**Hellmann–Feynman couplings versus overlap differences: what a digit costs at the LiH X/A crossing**

Differentiate $H|J\rangle=E_J|J\rangle$ with respect to the bond length $R$ and project on $\langle I|$, $I\neq J$. This gives $\langle I|H'|J\rangle+E_I d_{IJ}=E_J d_{IJ}$, so

$$d_{IJ}\equiv\langle I|\partial_R J\rangle=\frac{h_{IJ}}{E_J-E_I},\qquad h_{IJ}=\langle I|H'|J\rangle .$$

For real orthonormal states $\partial_R\langle I|J\rangle=0$ gives $d_{IJ}=-d_{JI}$ and $d_{II}=0$. The numerator stays finite, so $d_{IJ}$ diverges as the gap closes unless $h_{IJ}$ vanishes too. The formula wants exact states; today we price inexact ones.

**The model.** Use a fixed orthonormal basis (covalent, ionic, spectator $K$) and $x=R-R_c$:

$$H=Q\begin{pmatrix}0&-W&0\\-W&Fx&0\\0&0&E_K\end{pmatrix}Q^{T},$$

where $Q$ rotates the ionic vector towards $K$ by the angle $gx$. The eigenvectors are $X=Q(\cos\theta,\sin\theta,0)^T$, $A=Q(-\sin\theta,\cos\theta,0)^T$, $K=Q(0,0,1)^T$, with $\theta=\pi/4-\tfrac12\arctan(Fx/2W)$ and gap $\Delta=\sqrt{F^2x^2+4W^2}$. The generator of $Q$ has no $X$–$A$ element, so exactly $d_{XA}=-\theta'=FW/\Delta^2$, $d_{KX}=g\sin\theta$, $d_{KA}=g\cos\theta$.

Assumed inputs, the first three chosen to mimic the typical broad X/A $^1\Sigma^+$ crossing of LiH: $R_c=3.7$ Å, $W=0.6$ eV, $F=1.0$ eV/Å (the Coulomb slope $e^2/4\pi\varepsilon_0R_c^2$ is 1.05 eV/Å), $E_K=3.0$ eV, $g=0.2$ Å$^{-1}$. At $x=0$, $E_{X,A}=\mp W$, $h_{XA}=F/2$, and the model's coupling is $d_0=F/4W=0.417$ Å$^{-1}$. Define $a_X=(E_K-E_X)/\Delta=3$ and $a_A=(E_K-E_A)/\Delta=2$.

**Solver error.** After $k$ iterations on a two-vector block, each Ritz vector carries an amplitude $\epsilon_X,\epsilon_A$ of $K$, bounded by $\epsilon=\epsilon_0\rho^k$; assume $\epsilon_0=0.1$, $\rho=1/2$. Requiring $\langle\tilde X|\tilde A\rangle=\langle\tilde X|H|\tilde A\rangle=0$ adds $a_A\epsilon_X\epsilon_A X$ to $\tilde A$ and $-a_X\epsilon_X\epsilon_A A$ to $\tilde X$. All errors below are worst-sign bounds at $x=0$, relative to $d_0$.

*Route 1, iterative Hellmann–Feynman.* The numerator shifts by $\epsilon_Xh_{KA}+\epsilon_Ah_{XK}$, with $|h_{KJ}|=(E_K-E_J)\,g/\sqrt2$. Hence

$$\delta_1=\frac{(a_X+a_A)\,g\,\epsilon}{\sqrt2\,d_0}=\frac{2\sqrt2\,gE_K}{F}\epsilon=1.70\,\epsilon .$$

Second-order terms add at most $2.6\,\epsilon^2$.

*Route 2, overlaps.* Solve at $x=\pm s/2$ and form $[\langle X_-|A_+\rangle-\langle X_+|A_-\rangle]/2s$. With exact vectors this is $d_0\cos^2(gs/2)/\sqrt{1+d_0^2s^2}$, a relative error $\kappa s^2$ with $\kappa=d_0^2/2+g^2/4=0.0968$ Å$^{-2}$. First-order contamination enters through $\langle K_-|A_+\rangle\approx s\,d_{KA}$ and its partners, so $s$ cancels and leaves $\epsilon(|d_{KX}|+|d_{KA}|)/d_0=(4\sqrt2\,gW/F)\,\epsilon=0.679\,\epsilon$. The second-order pieces need not match between geometries and leave up to $(a_X+a_A+1)\epsilon^2/(d_0s)=14.4\,\text{Å}\;\epsilon^2/s$. Minimising $\kappa s^2+14.4\,\text{Å}\,\epsilon^2/s$ gives $s^*=4.21\,\epsilon^{2/3}$ Å and a sum $3\kappa s^{*2}$:

$$\delta_2=0.679\,\epsilon+5.14\,\epsilon^{4/3}.$$

*Route 3, dense diagonalisation plus the formula.* Exact to rounding.

**Work and memory.** Freeze the Li core. Two electrons of opposite spin in $n$ orbitals give $M=n^2$ determinants and, ignoring symmetry, a full matrix; $K$ stands for the slowest contaminant. The unit $\sigma$ is one matrix–vector product, $2M^2$ flops. Each route builds two matrices ($H$ and $H'$, or $H$ twice), which we leave out. Route 1 costs $2k+1$, the last product applying $H'$. Route 2 costs $4k$. Route 3 needs $\sum_m4m^2\approx\tfrac43M^3$ flops for Householder tridiagonalisation, one $\sigma$ per back-transformed vector and one for $H'$, so $2M/3+3$: 27 for $M=36$, 270 for $M=400$. For $N$ coordinates the costs become $2k+N$, $4kN$ and $2M/3+2+N$. Beyond the integrals, working memory is about $4M$, $6M$ and $M^2$ numbers. For two electrons the $n^4$ integrals are already of order $M^2$; with more electrons $M^2$ outgrows them.

| $k$ | cost 1 | $\delta_1$ | cost 2 | $s^*$ (Å) | $\delta_2$ |
|---|---|---|---|---|---|
| 3 | 7 | $2.1\times10^{-2}$ | 12 | 0.23 | $2.3\times10^{-2}$ |
| 5 | 11 | $5.3\times10^{-3}$ | 20 | 0.090 | $4.5\times10^{-3}$ |
| 7 | 15 | $1.3\times10^{-3}$ | 28 | 0.036 | $9.0\times10^{-4}$ |
| 8 | 17 | $6.6\times10^{-4}$ | 32 | 0.022 | $4.1\times10^{-4}$ |
| 9 | 19 | $3.3\times10^{-4}$ | 36 | 0.014 | $1.9\times10^{-4}$ |
| 17 | 35 | $1.3\times10^{-6}$ | 68 | 0.00035 | $5.5\times10^{-7}$ |
| 18 | 37 | $6.5\times10^{-7}$ | 72 | 0.00022 | $2.7\times10^{-7}$ |

**Choices.** For $10^{-3}$, take route 1 with $k=8$ at 17$\sigma$; overlaps need 28 and dense at least 27. For $10^{-6}$, route 1 needs 37 and overlaps 68, so dense wins at $M=36$ and route 1 at $M=400$. Within 12$\sigma$, route 1 reaches $5.3\times10^{-3}$ and overlaps $2.3\times10^{-2}$. Within 36$\sigma$, take dense at $M=36$; at $M=400$ route 1 gives $1.3\times10^{-6}$ against $1.9\times10^{-4}$.

**Question: At $M=36$, aren't your neglected terms sizeable?** Yes. Rayleigh–Ritz bookkeeping, roughly $40M$ flops per iteration against $4M^2$, adds 28 per cent, turning 17 into 21; it scales both iterative routes alike. Bisection on the tridiagonal matrix, roughly $400M$ flops, adds 6$\sigma$, turning 27 into 33. The rankings survive.

**Question: Overlaps are more accurate at equal $k$ from the second row on. Why do they lose?** Their first-order error divides $h_{KJ}$ by the distance to $K$, whereas route 1 divides by $\Delta$. The advantage is at most $(a_X+a_A)/2=2.5$, which route 1 buys with $m=\ln2.5/\ln(1/\rho)=1.3$ extra iterations. Overlaps can win only if $4k<2(k+m)+1$, that is $k<m+\tfrac12$: 1.8 here, 9.2 for a slow solver with $\rho=0.9$.

**Question: And when the gap closes?** $h_{XA}$ stays $F/2$, $d_0=F/2\Delta$ diverges, and $\delta_1$ contains no $W$. For overlaps $\kappa\to d_0^2/2$ while the noise coefficient $4(E_K-E_X)/F$ stays finite, so the $\epsilon^{4/3}$ term grows as $\Delta^{-2/3}$. The expansion itself needs the in-pair mixing $a_X\epsilon^2\ll1$, which tightens as $\Delta$ shrinks.

**Question: Real orbitals move with the nuclei.** Then, for an orthonormal determinant basis $\Phi_\mu(R)$ and coefficients $C$, the formula covers only the $C^{\mathsf T}\partial_RC$ part, with $H'$ the derivative of the matrix. One adds $\sum_{\mu\nu}C_{\mu X}C_{\nu A}\langle\Phi_\mu|\partial_R\Phi_\nu\rangle$, a one-particle transition density contracted with orbital derivative overlaps and free of $1/\Delta$. Overlaps pay instead for determinants in two nonorthogonal orbital sets. The model's fixed basis contains neither cost.